Dear colleague,

The RF resistance of your 200 µm silicon attenuator diode follows from one idea: at the signal frequency the injected electron-hole plasma cannot move, and the signal sees a fixed resistor. The short formula $R=W^2/[(\mu_n+\mu_p)I\tau]$ needs a correction for so thick a base, and further effects enter at both ends of your current range. I set it out as a problem.

## Statement

A Si p$^+$-i-n$^+$ diode at $T=300$ K has an i layer of width $W=2d=200$ µm and carries a dc forward current $I$ from 10 µA to 100 mA. It sits in series in a matched line, $Z_0=50\ \Omega$, with a small signal at $f=100$ MHz. The static dielectric constant is $\varepsilon_r=11.7$, a compiled value (Ioffe Institute, 300 K). All other inputs are typical or assumed:

- mobilities $\mu_n=1400$ and $\mu_p=450$ cm$^2$/(V s), typical of lightly doped Si;
- high-level lifetime $\tau=2$ µs, assumed uniform, and chosen so that $R$ at 1 mA is of the order of 100 Ω, typical of thick-base attenuator diodes;
- area $A=0.2$ mm$^2$ and residual donor density $N_D=10^{12}$ cm$^{-3}$, both assumed;
- emitter recombination parameter $h\approx2\times10^{-14}$ cm$^4$/s for each emitter and ambipolar Auger coefficient $C_A\approx1.7\times10^{-30}$ cm$^6$/s, both typical;
- electron-hole scattering mobility $\mu_{eh}\approx5000$ cm$^2$/(V s) at a few $10^{16}$ cm$^{-3}$, typical and approximate;
- contact, substrate and lead resistance $R_s=0.5\ \Omega$, assumed.

Find (a) the carrier profile and $R(I)$ for ideal emitters, (b) how well the plasma is frozen at 100 MHz, (c) the insertion loss, and (d) the size of the neglected effects at 10 µA and 100 mA.

## (a) Profile and resistance

Put $x=0$ at the centre, the p$^+$ emitter at $x=-d$ and the n$^+$ emitter at $x=+d$. Write $J=I/A$, $V_T=kT/q$, $D_{n,p}=\mu_{n,p}V_T$, $\mu_\Sigma=\mu_n+\mu_p$ and $B=(\mu_n-\mu_p)/\mu_\Sigma$. At high injection neutrality gives $n=p$. Adding $J_n=q\mu_nnE+qD_nn'$ and $J_p=q\mu_pnE-qD_pn'$ fixes the field, and putting it back gives the electron current:

$$E=\frac{J}{q\mu_\Sigma n}-BV_T\frac{n'}{n},\qquad J_n=\frac{1+B}{2}J+qD_an',\qquad D_a=\frac{2D_nD_p}{D_n+D_p}.\tag{1}$$

The total current does not depend on $x$, so continuity becomes $\partial n/\partial t=D_an''-n/\tau$. Ideal emitters accept no minority current: $J_n(-d)=0$ and $J_p(d)=0$, that is $qD_an'(-d)=-(1+B)J/2$ and $qD_an'(d)=(1-B)J/2$. With $L_a=\sqrt{D_a\tau}$, $u=x/L_a$ and $\delta=d/L_a$ the steady solution is

$$n=n_*g(u),\qquad g(u)=\frac{\cosh u}{\sinh\delta}-B\frac{\sinh u}{\cosh\delta},\qquad n_*=\frac{J\tau}{2qL_a}.\tag{2}$$

Its integral gives the stored charge $qA\int n\,dx=I\tau$.

If the profile stays fixed during an RF cycle, the slices of conductivity $\sigma=q\mu_\Sigma n(x)$ add in series, $R=\int_{-d}^{d}dx/(A\sigma)$. Since $L_a^2/\tau=D_a$ and $2D_a/\mu_\Sigma=(1-B^2)V_T$, this is $R=(1-B^2)(V_T/I)\int_{-\delta}^{\delta}du/g$. Set $\beta=B\tanh\delta$ and $\gamma=\sqrt{1-\beta^2}$, so that $g=(\cosh u-\beta\sinh u)/\sinh\delta$. Pairing $u$ with $-u$ turns the integrand into $2\sinh\delta\cosh u/(1+\gamma^2\sinh^2u)$ on $0<u<\delta$, an arctangent in $\sinh u$:

$$R=\frac{2kT}{qI}\,(1-B^2)\,\frac{\sinh\delta}{\gamma}\,\arctan(\gamma\sinh\delta).\tag{3}$$

Two special cases follow. For equal mobilities $B=0$ and $\gamma=1$, and

$$R=\frac{2kT}{qI}\,\sinh\frac{d}{L_a}\,\arctan\!\left[\sinh\frac{d}{L_a}\right].\tag{4}$$

For small $\delta$ the expansion of (3) is

$$R=R_0\left[1+\left(\tfrac1{45}+\tfrac{B^2}{3}\right)\delta^4+\dots\right],\qquad R_0=\frac{W^2}{(\mu_n+\mu_p)I\tau}.\tag{5}$$

$R_0$ is what one gets by spreading the charge $I\tau$ evenly over the volume $AW$. A series sum at fixed total charge is smallest for a flat profile, so $R_0$ is a lower bound, and the departure starts at second order in the unevenness, hence at $\delta^4$. The condition $W\ll L_a$ is therefore stricter than needed: with our mobilities (3) gives $R/R_0=1.053$ at $W=2L_a$. The area has dropped out of (3) to (5).

Now the numbers. $V_T=25.85$ mV, $\mu_\Sigma=1850$ cm$^2$/(V s), $B=0.5135$ and $1-B^2=0.7363$. Then $D_a=17.61$ cm$^2$/s, $L_a=\sqrt{17.61\ \text{cm}^2/\text{s}\times2\times10^{-6}\ \text{s}}=59.3$ µm and $\delta=1.685$. I carry unrounded values from step to step. The base is not short. Further, $\sinh\delta=2.604$, $\tanh\delta=0.9335$, $\beta=0.4794$, $\gamma=0.8776$ and $\arctan(\gamma\sinh\delta)=1.158$ rad. Equation (3) gives

$$RI=5.061\,V_T=130.8\ \text{mV},$$

against $R_0I=(0.02\ \text{cm})^2/[1850\ \text{cm}^2/(\text{V s})\times2\times10^{-6}\ \text{s}]=108.1$ mV. The ratio is 1.21.

Equation (4) should not be used for silicon at this $\delta$. With the true $L_a$ it gives 162.1 mV, which is 24 per cent above (3), mainly because it lacks the factor $1-B^2$. With both mobilities set to the mean, 925 cm$^2$/(V s), one has $\delta=1.446$ and 114.9 mV, which is 12 per cent below (3), because the profile is then too flat.

At 1 mA, $J=0.5$ A/cm$^2$ and $n_*=5.26\times10^{14}$ cm$^{-3}$. The edge factors are $g_l=g(-\delta)=\coth\delta+\beta=1.551$ and $g_r=g(\delta)=\coth\delta-\beta=0.592$, so the density is $8.15\times10^{14}$ cm$^{-3}$ at the p$^+$ side and $3.11\times10^{14}$ cm$^{-3}$ at the n$^+$ side. The minimum lies where $\tanh u=\beta$, 31 µm from the centre toward the n$^+$ side, and equals $n_*\gamma/\sinh\delta=1.77\times10^{14}$ cm$^{-3}$. All densities scale with $I$.

## (b) How frozen the plasma is

The diffusion equation and its boundary conditions are linear in the current. A signal $i\,e^{j\omega t}$ therefore produces a density $n_1(x)$ of the form (2) with $J\to i/A$, $\tau\to\tau/s^2$ and $L_a\to L_a/s$, where $s=\sqrt{1+j\omega\tau}$. The two junctions together drop $V_T\ln(n_ln_r/n_i^2)$, with $n_l$, $n_r$ the edge densities and $n_i$ the intrinsic density. Adding the integral of the field in (1),

$$V=V_T\left[(1+B)\ln\frac{n_l}{n_i}+(1-B)\ln\frac{n_r}{n_i}\right]+I\int_{-d}^{d}\frac{dx}{qA\mu_\Sigma n}.\tag{6}$$

Linearising (6) gives $Z=R+Z_j+Z_m$. Here $R$ is (3), $Z_j$ comes from the logarithms, and $Z_m=-(I/i)\int n_1\,dx/(qA\mu_\Sigma n^2)$ is the modulation of the conductivity. At $\omega=0$, $n_1/n=i/I$ everywhere, $Z_m$ cancels $R$, and $Z=2kT/qI$. The slope of your dc curve thus gives 51.7 mV$/I$ in this model and says nothing about the 130.8 mV$/I$ that the RF signal sees.

For $|s|\delta\gg1$ and $|s|\gg1$ the modulation lives in layers of thickness $L_a/|s|$ at the two edges, with $n_1/n=(i/I)(1\pm B)/(g_{l,r}\,s)$, the upper sign at the p$^+$ side. Then

$$Z_j\simeq\frac{V_T}{Is}\left[\frac{(1+B)^2}{g_l}+\frac{(1-B)^2}{g_r}\right],\qquad Z_m\simeq-\frac{V_T(1-B^2)}{Is^2}\left[\frac{1+B}{g_l^2}+\frac{1-B}{g_r^2}\right].\tag{7}$$

The leading remainder falls only as $(\omega\tau)^{-1/2}$, with a phase near $-45^\circ$. For a short base $g_{l,r}\simeq1/\delta$, and $|Z_j|/R_0\simeq(1+B^2)/[(1-B^2)|s|\delta]$, where $|s|\delta\simeq\sqrt{\omega d^2/D_a}$. So $\omega\tau\gg1$ is necessary but not enough. One also needs $\omega\gg D_a/d^2$, and for $W\ll L_a$ this second condition is the harder one. A 10 µm base with the same lifetime would have $D_a/(2\pi d^2)=11$ MHz and $|Z_j|/R_0\approx0.6$ at 100 MHz.

Your thick diode is comfortable: $1/(2\pi\tau)=80$ kHz and $D_a/(2\pi d^2)=28$ kHz. At 100 MHz, $\omega\tau=1257$, $|s|=35.4$, and the edge layers are 1.7 µm thick. The first bracket in (7) is 1.877, so $|Z_j|I=1.4$ mV, or 1.0 per cent of $R$, and $|Z_m|I=0.03$ mV. At 10 MHz $|Z_j|$ is 3.3 per cent of $R$. These fractions do not depend on $I$. At 10 µA the Debye length $\sqrt{\varepsilon V_T/(qn)}$, with $\varepsilon=\varepsilon_r\varepsilon_0$, is 1.4 µm at the p$^+$ edge, as large as the edge layer, so the neutral-layer estimate of $Z_j$ holds there in order of magnitude only.

The same result bounds the signal level. At the p$^+$ edge $|n_1|/n=0.028\,|i|/I$, so the edge density is fully modulated only when the RF amplitude reaches about 36 times the bias current. This local limit is much tighter than the comparison of the charge swing $|i|/\omega$ with $I\tau$, which would allow a factor $\omega\tau$.

## (c) Resistance and insertion loss

A series impedance $Z$ between matched ports gives the loss $L=20\log_{10}|1+Z/2Z_0|$. With $Z=R$ from (3) and the mean density $\bar n=I\tau/(qAW)$ the ideal model gives:

| $I$ | $\bar n$ (cm$^{-3}$) | $R_0$ | $R$ | $L$ (dB) |
|---|---|---|---|---|
| 10 µA | $3.12\times10^{12}$ | 10.8 kΩ | 13.1 kΩ | 42.4 |
| 100 µA | $3.12\times10^{13}$ | 1.08 kΩ | 1.31 kΩ | 23.0 |
| 1 mA | $3.12\times10^{14}$ | 108 Ω | 131 Ω | 7.3 |
| 10 mA | $3.12\times10^{15}$ | 10.8 Ω | 13.1 Ω | 1.07 |
| 100 mA | $3.12\times10^{16}$ | 1.08 Ω | 1.31 Ω | 0.11 |

The three middle rows are changed by a few per cent by the effects below. The first and last rows are changed by much more.

## (d) The low end, 10 µA

*Displacement current.* The layer has $C=\varepsilon A/W=0.104$ pF, a reactance of 15.4 kΩ at 100 MHz. At 10 µA, $\omega RC=0.85$; at 100 µA it is 0.085. Each slice then has the admittivity $\sigma+j\omega\varepsilon$, and

$$Z=\int_{-d}^{d}\frac{dx}{A\,[\sigma(x)+j\omega\varepsilon]}.\tag{8}$$

This local form neglects drift and diffusion of the small space charge that the uneven $\sigma$ creates. Their relative size is the square of Debye length over $L_a$; the Debye length at the density minimum is 3.1 µm, which gives 0.003. At 10 µA the integral (8) yields $Z=(7.0-6.2j)$ kΩ, while the lumped circuit $R\parallel C$ yields $(7.6-6.5j)$ kΩ. The loss from (8) is 39.5 dB instead of 42.4 dB. If your analyser reports the series resistance, it shows the 7.0 kΩ. The quantity to set beside (3) is the parallel resistance $|Z|^2/\mathrm{Re}\,Z=12.5$ kΩ. A package capacitance, typically 0.1 to 0.2 pF, is as large as $C$ and has to be de-embedded first.

*Residual doping.* The minimum of the injected density is $1.77\times10^{12}$ cm$^{-3}$, less than twice $N_D$, so $n=p$ is marginal. For a size, keep the profile (2) for the excess carriers and add $q\mu_nN_D$ to $\sigma$. The background alone is 4.5 kΩ cm material, or 45 kΩ across the layer. The series integral drops from 13.1 to 9.9 kΩ, by 25 per cent; at 100 µA the drop is 3 per cent. With 9.9 kΩ in parallel with $C$ the loss is about 38 dB. This is an estimate only, since $D_a$ and the recombination lifetime also move toward their low-injection values when the excess density nears $N_D$.

## (d) The high end, 100 mA

*Emitter recombination.* A real emitter takes a minority current $qhn^2$, with $n$ the edge density, and this part of $I$ stores no charge in the base. With $y=n/n_*$ and $\eta=2qhn_*^2/J$, which is proportional to $I$, the boundary conditions from (1) become $dy/du=-(1+B)+\eta y_l^2$ at $u=-\delta$ and $dy/du=(1-B)-\eta y_r^2$ at $u=\delta$. Expressing the slopes of the solution of $d^2y/du^2=y$ through its edge values gives

$$\eta y_l^2+y_l\coth2\delta-\frac{y_r}{\sinh2\delta}=1+B,\qquad \eta y_r^2+y_r\coth2\delta-\frac{y_l}{\sinh2\delta}=1-B.\tag{9}$$

At 100 mA, $J=50$ A/cm$^2$, $n_*=5.26\times10^{16}$ cm$^{-3}$ and $\eta=0.354$. The roots of (9) are $y_l=1.108$ and $y_r=0.480$. The emitters take the fraction $\eta(y_l^2+y_r^2)/2=0.26$ of the current. The profile is $y=P\cosh u-Q\sinh u$ with $P=(y_l+y_r)/(2\cosh\delta)$ and $Q=(y_l-y_r)/(2\sinh\delta)$, and the integral done for (3) now reads $\int du/y=2\arctan(\gamma'\sinh\delta)/(P\gamma')$ with $\gamma'=\sqrt{1-Q^2/P^2}$. It equals 9.07, against 6.87 for ideal emitters, and $R$ rises from 1.31 to 1.73 Ω. At 10 mA the emitters take 4 per cent of the current and $R=13.6\ \Omega$. Here the area matters, because $\eta$ follows the current density.

*Electron-hole scattering.* As a rough rule add $1/\mu_{eh}$ to each inverse mobility. The mobilities become 1094 and 413 cm$^2$/(V s), the conductivity at a given density falls by a factor of 1.2, and at fixed profile $R\approx2.1\ \Omega$.

*Auger recombination.* At the highest density, $y_ln_*=5.8\times10^{16}$ cm$^{-3}$, the Auger time $1/(C_An^2)$ is 0.17 ms, far longer than $\tau$. It can be dropped.

*Series resistance.* Adding $R_s$ gives about 2.6 Ω at the terminals, twice the ideal value, and a loss of 0.22 dB.

## What to compare with your data

The model's result is $R=131$ mV$/I$ for the frozen plasma, 21 per cent above the short-base formula, and within the model it holds to a few per cent from 100 µA to 10 mA at 100 MHz. At 10 µA the model gives a parallel resistance near 10 kΩ shunted by 0.104 pF, and at 100 mA about 2.6 Ω. These numbers belong to the assumed $\tau$, $A$, $N_D$, $h$ and $R_s$, and since $\tau$ was chosen to set the scale at 1 mA, that scale tests nothing. As typical knowledge and not as a measurement: thick-base Si attenuator diodes fall more slowly than $1/I$, roughly as $I^{-0.9}$, so the pure $1/I$ column of the table, pinned at 1 mA, tends to lie high at 10 µA and low at 100 mA, each by a factor of roughly two. The corrections above act in those directions.

Two cautions apply to the inputs. A lifetime taken from stored charge, as charge over $I$, is an effective one: at 100 mA it would be 0.74 of the bulk $\tau$ in this model, from the emitters alone, and it includes any recombination at the perimeter. The diode is also only 0.50 mm across for 0.2 mm of thickness, so the plasma can spread sideways by a distance of order $L_a$; this leaves $R_0$ unchanged but lowers the densities that control the high-current corrections.

The cleanest test is a plot of the product of $I$ and the de-embedded parallel resistance, with $R_s$ removed, against $\log I$. Equation (3) predicts a plateau. Its height fixes $\tau$ once $W$ is known, the fall on the left measures the residual doping together with any change of lifetime, and the rise on the right measures $h$ and the electron-hole scattering together.